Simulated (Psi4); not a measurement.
**WClO2F (SMILES [O]=[W](=[O])([F])[Cl]): the dipole moment, rung by rung**

WClO2F: 5 atoms, total charge 0, spin state singlet. SMILES: `[O]=[W](=[O])([F])[Cl]`. Geometry: optimised at PBE0/def2-TZVP.

Quantity: the dipole moment, in D. The values are calculated.

| level | kind | program | value (D) | CPU time |
| --- | --- | --- | --- | --- |
| PBE-D4/def2-TZVPP (density fitting, core potential) | GGA | Psi4 | 1.76 | 42 s |
| r2SCAN-D4/def2-TZVPP (density fitting, core potential) | meta-GGA | Psi4 | 1.82 | 70 s |
| B3LYP-D4/def2-TZVPP (density fitting, core potential) | global hybrid | Psi4 | 1.90 | 38 s |
| PBE0-D4/def2-TZVPP (density fitting, core potential) | global hybrid | Psi4 | 1.88 | 34 s |
| wB97M-V/def2-TZVPP (density fitting, core potential) | range-separated hybrid | Psi4 | 1.90 | 78 s |

The values span 1.76 to 1.90 D. Magnitudes only. Times are those of the runs behind each value, whatever else they computed, on shared processors of several kinds: orders of magnitude only.

All five functionals give WClO2F a moderate dipole moment, with the hybrids at 1.88 to 1.90 D, above r2SCAN at 1.82 D and PBE at 1.76 D. The molecule is formally a d0 tungsten(VI) centre with strongly polar bonds to all four ligands. In a roughly tetrahedral arrangement these bond dipoles largely oppose one another, so the net moment is a modest remainder and says little about how ionic each bond is. The remainder survives because the multiply bonded oxo ligands, fluoride and the softer, more polarisable chloride differ in bond length and in donation into the empty tungsten 5d orbitals.

The lower semilocal values may reflect somewhat stronger ligand-to-metal delocalisation, but the fraction of exact exchange alone does not order the results: B3LYP lies slightly above PBE0 despite containing less of it. The qualitative picture of a clearly polar monomer does not depend on the functional. The close agreement among the hybrids shows consistency, not accuracy, which would need a correlated wavefunction or measured reference.
